A spin-spin coupling asks something of a basis set that a total energy hardly asks: how the electrons behave at the nucleus itself. One magnetic nucleus slightly polarises the electron spins where it sits, the bond carries the polarisation along, and the second nucleus feels what arrives. In the usually dominant route, the Fermi-contact term, only orbitals with amplitude exactly at a nucleus take part, which means s-type character. Can this picture tell us what two untried basis sets will give for the four one-bond couplings ¹J of fluoroacetonitrile?

One-bond spin-spin couplings of fluoroacetonitrile (SMILES N#CCF; 1H, 13C, 15N, 19F), computed non-relativistically with PySCF 2.14.0 and density fitting, in the gas phase at the PBE0-D3(BJ)/def2-SVP geometry. Atoms are numbered in SMILES order, hydrogens last. The spin-dipole term is included for all atoms in every row.

| functional | basis | exact exchange, long range (%) | 1J(N1,C2) (Hz) | 1J(C2,C3) (Hz) | 1J(C3,F4) (Hz) | 1J(C3,H6) (Hz) |
| --- | --- | --- | --- | --- | --- | --- |
| B3LYP | 6-31G(d) | 20 | -18.6 | 82.4 | -202.2 | 171.4 |
| B3LYP | aug-cc-pVTZ-J | 20 | ? | ? | ? | ? |
| B3LYP | cc-pVTZ | 20 | ? | ? | ? | ? |
| B3LYP | def2-TZVP | 20 | -14.5 | 72.1 | -288.6 | 155.2 |
| B3LYP | pcJ-0 | 20 | 5.5 | 51.7 | -372.9 | 138.1 |
| B3LYP | pcJ-1 | 20 | -18.3 | 75.6 | -258.2 | 163.1 |
| B3LYP | pcJ-2 | 20 | -16.8 | 70.6 | -259.5 | 163.7 |
| BHandHLYP | pcJ-1 | 50 | -30.6 | 89.9 | -217.7 | 176.8 |

**The first row: 6-31G(d)**

Gaussian functions are flat at their centre, whereas a true orbital has a cusp there. A basis optimised for energy spends little effort on mending this, because the region is tiny and contributes little energy. A free hydrogen atom shows how lopsided the bargain is. With five s Gaussians, their exponents chosen to minimise the energy, the energy is −0.49981 hartree against the exact −0.5, an error of 0.04 %. The electron density at the nucleus, however, is only 90 % of the exact value. Three steeper s functions restore it to 99 %.

The consequence for a C–H coupling can be estimated. The contact term contains, at the hydrogen end, the product of an occupied and an empty orbital amplitude, so it should scale roughly as the density there. If the largest special-purpose set, pcJ-2, is taken as sound, a basis with five such functions on hydrogen should give about 0.903 × 163.7 ≈ 148 Hz. The same argument with four functions, as in 6-31G(d), gives a still lower value.

The table contradicts this at once. 6-31G(d) gives 171.4 Hz for C–H, above pcJ-2. Missing amplitude cannot be the whole story, and something else must push the other way. A plausible candidate is contraction: the steep functions are tied together in fixed proportions that suit the unperturbed atom, so the core cannot adjust freely when a nucleus polarises the spins. Such an error can have either sign.

**def2-TZVP**

Here C–H is 5 % below pcJ-2. That is the direction the missing cusp suggests, but only about half the size estimated above. C–F is about 29 Hz more negative than in pcJ-2, whereas 6-31G(d) made it 57 Hz less negative. The two general-purpose sets thus bracket pcJ-2 for C–F, C–H and N–C, but both lie above it for C–C. Their errors do not shrink along one smooth path.

**The pcJ family**

These sets are designed for couplings, with extra steep functions. Yet pcJ-0 is the worst of the known B3LYP rows for every bond, and it even turns the N–C coupling positive. Its valence part is very small and unpolarised. Good amplitude at the nuclei is of little use when the bond between them is poorly described.

That the sign is lost at N–C has a reasonable explanation. The nitrogen lone pair of a nitrile is rich in s character, and such a lone pair usually contributes to the coupling with the sign opposite to that of the bond. What remains is a difference, and differences are fragile. The table does not separate these parts, so this rests on general theory.

From pcJ-1 to pcJ-2 three couplings move by no more than 1.5 Hz, but C–C still moves by 5 Hz. This makes pcJ-2 a sensible anchor, though not a proven basis-set limit.

**BHandHLYP**

The last row changes the functional at fixed basis. To compare bonds, the nuclear magnetic moments should be divided out, which gives the reduced coupling K, proportional to J/(γ_A γ_B), where γ is the gyromagnetic ratio of each nucleus. Because γ of ¹⁵N is negative, a negative J(N,C) means a positive K. In these terms BHandHLYP shifts all four couplings upwards: three grow in magnitude, and the negative C–F coupling becomes weaker.

More exact exchange generally makes it easier to unpair spins. The same calculations agree: the lowest eigenvalue of the triplet response matrix, a measure of the stiffness against spin polarisation, falls from 0.154 to 0.115 hartree. One softened mode does not scale every coupling alike, however. N–C grows by a factor of 1.67 and C–H by only 1.08. The two functionals also differ in more than their exchange share, and two points cannot establish a law. For every bond, this change of functional matters more than the step from pcJ-1 to pcJ-2.

**Forecasts for the two missing rows**

aug-cc-pVTZ-J is built for couplings, with steep s functions and a loosened core. Its forecast is therefore the pcJ-2 value. The error bar is the larger of the pcJ-1/pcJ-2 step and 2 % of the coupling; the 2 % is a judgement, since a step can be small by accident.

cc-pVTZ is a contracted, energy-optimised triple-zeta set, so its forecast is the def2-TZVP value. The bar is the standard deviation of the two known general-purpose sets. For C–F these give −202.2 and −288.6 Hz. They differ by 86.4 Hz, and the standard deviation of two values is their difference divided by √2, hence 61 Hz. Two members make a weak statistic.

- **aug-cc-pVTZ-J:** N–C −16.8 ± 1.5, C–C 70.6 ± 5.0, C–F −259.5 ± 5.2, C–H 163.7 ± 3.3 Hz.
- **cc-pVTZ:** N–C −14.5 ± 2.9, C–C 72.1 ± 7.3, C–F −289 ± 61, C–H 155 ± 11 Hz.

Relative to pcJ-2, cc-pVTZ should give a lower C–H coupling, a more negative C–F coupling and a smaller magnitude for N–C; no direction is forecast for C–C. It should also lie farther from pcJ-2 than aug-cc-pVTZ-J does for C–F and C–H. All signs should stay as in pcJ-2.

The withheld rows as computed:

| functional | basis | exact exchange, long range (%) | 1J(N1,C2) (Hz) | 1J(C2,C3) (Hz) | 1J(C3,F4) (Hz) | 1J(C3,H6) (Hz) |
| --- | --- | --- | --- | --- | --- | --- |
| B3LYP | aug-cc-pVTZ-J | 20 | -16.2 | 71.6 | -267.4 | 165.6 |
| B3LYP | cc-pVTZ | 20 | -47.3 | 63.8 | -252.6 | 143.7 |

**aug-cc-pVTZ-J: three hits and a narrow bar**

N–C, C–C and C–H fall inside their ranges. C–F misses: it is 7.9 Hz more negative than forecast, one and a half times the bar. Relative to pcJ-2 this is only 3 %, and the two sets agree within 4 % for all four bonds. The idea that aug-cc-pVTZ-J should resemble pcJ-2 survives, but the error bar was too confident.

The close agreement of pcJ-1 and pcJ-2 for C–F may have been partly a cancellation. A missing spin-dipole term is ruled out as the cause of the gap between aug-cc-pVTZ-J and pcJ-2, since both runs include it for all atoms. The separate contributions show that over half of the gap lies in the Fermi-contact term, the very term for which both sets have their steep s functions. The two sets may still differ in those functions or in how they are contracted, and diffuse functions could also account for a few hertz. The smaller part of the gap is left to orbital motion and the spin-dipole interaction. These depend on p-type functions, which steep s functions do not improve. The numbers do not show which feature of the basis sets is responsible.

**cc-pVTZ: the class was wrong**

The N–C coupling is −47.3 Hz, nearly three times the pcJ-2 value and more than eleven error bars from the forecast. C–C also misses, by 8.3 Hz against a bar of 7.3. C–H lies 11.5 Hz below its forecast, just beyond the stated ±11. Only C–F is clearly inside, thanks to a very wide bar.

The directions fare little better. C–H is indeed lower than in pcJ-2, but C–F is less negative instead of more, and N–C is larger in magnitude instead of smaller. cc-pVTZ is farther from pcJ-2 than aug-cc-pVTZ-J for C–H, as forecast, but slightly nearer for C–F. The signs are right in both new rows. For three of the four bonds pcJ-2 would have been a better guess than def2-TZVP.

The C–H result, 12 % below pcJ-2, is of the size that the hydrogen-atom estimate gives for a missing cusp. The match is probably an accident, however. On hydrogen, def2-TZVP has practically the same five s functions, yet its C–H coupling is only 5 % low. Most of the further loss in cc-pVTZ must therefore arise elsewhere, probably in the description of carbon.

The N–C failure is of another kind. Missing amplitude would weaken a contact coupling, whereas this one is greatly strengthened. The small magnetic moment of ¹⁵N even hides how large the error is: in reduced units it slightly exceeds the entire C–C coupling. Yet the C–C coupling, which shares the nitrile carbon, is only 10 % below pcJ-2. A faulty amplitude at that carbon alone would have damaged both. The trouble therefore seems to lie at nitrogen or in the response of the triple bond.

A likely culprit is the way the core is contracted. "Triple zeta" counts valence functions and says little about the freedom near the nucleus. On carbon and nitrogen, cc-pVTZ combines its steep s functions into two fixed atomic shapes and leaves only two outer ones free. def2-TZVP splits its s functions into more independent pieces, some of which reach into the region between core and valence. With less freedom there, the balance between bond and lone pair could easily be upset. This remains a guess: 6-31G(d) is also tightly contracted, yet its N–C coupling is only 1.8 Hz from pcJ-2. That agreement may itself be a cancellation of errors, since the same run gives a clearly weaker electric field gradient at nitrogen than the larger sets do. A different electronic state or a triplet instability can be ruled out for cc-pVTZ: its lowest triplet eigenvalue and its field gradient at nitrogen are nearly the same as with def2-TZVP. A numerical fault in the coupling step alone is not excluded.

The guess can be tested by repeating the cc-pVTZ calculation with all s functions released from their contractions. If contraction is to blame, N–C should return towards the pcJ-2 value, while C–H may stay somewhat low because the steepest functions are still missing.

The C–F coupling carries a warning of its own. In cc-pVTZ it lies within 3 % of pcJ-2, in the very row where N–C is wrong by a factor of almost three. One good coupling does not vouch for a basis. Nor does agreement between good bases vouch for the functional: these are non-relativistic values for one rigid gas-phase geometry, and the table holds no measured coupling against which B3LYP or BHandHLYP could be judged.
